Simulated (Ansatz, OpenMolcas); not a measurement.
# How methods differ on C2H3ClNSi (SMILES C[Si](Cl)C#N)

C2H3ClNSi has 8 atoms, charge 0, and is taken as a doublet. As SMILES, `C[Si](Cl)C#N`. Geometry: relaxed at PBE0-D4/def2-TZVP.

| atom | x (Å) | y (Å) | z (Å) |
| --- | --- | --- | --- |
| C | -0.7109 | -0.5448 | 0.7826 |
| Si | 0.5988 | 0.6482 | 0.2254 |
| Cl | 2.4832 | -0.0928 | 0.5128 |
| C | 0.4057 | 0.9893 | -1.5744 |
| N | 0.2417 | 1.2984 | -2.6743 |
| H | -0.6006 | -1.4915 | 0.2468 |
| H | -0.6260 | -0.7318 | 1.8540 |
| H | -1.6997 | -0.1320 | 0.5714 |

Each level gives the energy change with the C1–H8 bond stretched from 1.092 to 1.256 Å (eV). The values are calculated.

| level | kind | program | value (eV) | less CCSD(T)/def2-SVP | CPU time (all runs) |
| --- | --- | --- | --- | --- | --- |
| U-revPBE/def2-SVP | GGA | Ansatz | 0.26 | -0.04 | 11 s |
| UPBE/def2-SVP | GGA | OpenMolcas | 0.26 | -0.04 | 97 s |
| UTPSS/def2-SVP | meta-GGA | OpenMolcas | 0.28 | -0.02 | 2.5 min |
| UBHLYP/def2-SVP | global hybrid | Ansatz | 0.35 | +0.05 | 16 s |
| UCAM-B3LYP/def2-SVP | range-separated hybrid | Ansatz | 0.31 | +0.01 | 18 s |
| UB2PLYP/def2-SVP | double hybrid | Ansatz | 0.31 | +0.01 | 19 s |
| ROCCSD(T)/def2-SVP | coupled cluster or CI | OpenMolcas | 0.30 | 0.00 | 3.2 min |
| UCCSD(T)/def2-SVP | coupled cluster or CI | Ansatz | 0.30 | 0.00 | 89 s |

ROCCSD(T)/def2-SVP is the highest level here, not the true value. The first shape isn't each level's own minimum. The values span 0.26 to 0.35 eV. CPU times are rough (shared hosts, several kinds of processor and program).

Stretching this methyl C–H bond costs 0.30 eV with coupled cluster. The two GGAs make the bond too easy to stretch, TPSS recovers part of the shortfall, and BHLYP overshoots by slightly more than the GGAs fall short. CAM-B3LYP and B2PLYP come closest to the reference. The energy rises because elongation reduces the overlap between the carbon hybrid orbital and hydrogen 1s in a localized σ bond. The spread probably reflects how each functional balances exchange and correlation, with a large share of exact exchange stiffening the bond unless correlation offsets it, as the perturbative term can in B2PLYP.

The restricted-open-shell and unrestricted coupled-cluster values agree, which suggests that the treatment of spin polarization matters little for this displacement. That is reasonable for a modest stretch of a bond not centred on the formally radical silicon. The ranking need not carry over to complete C–H cleavage, where near-degeneracy of the bonding and antibonding orbitals makes static correlation important.
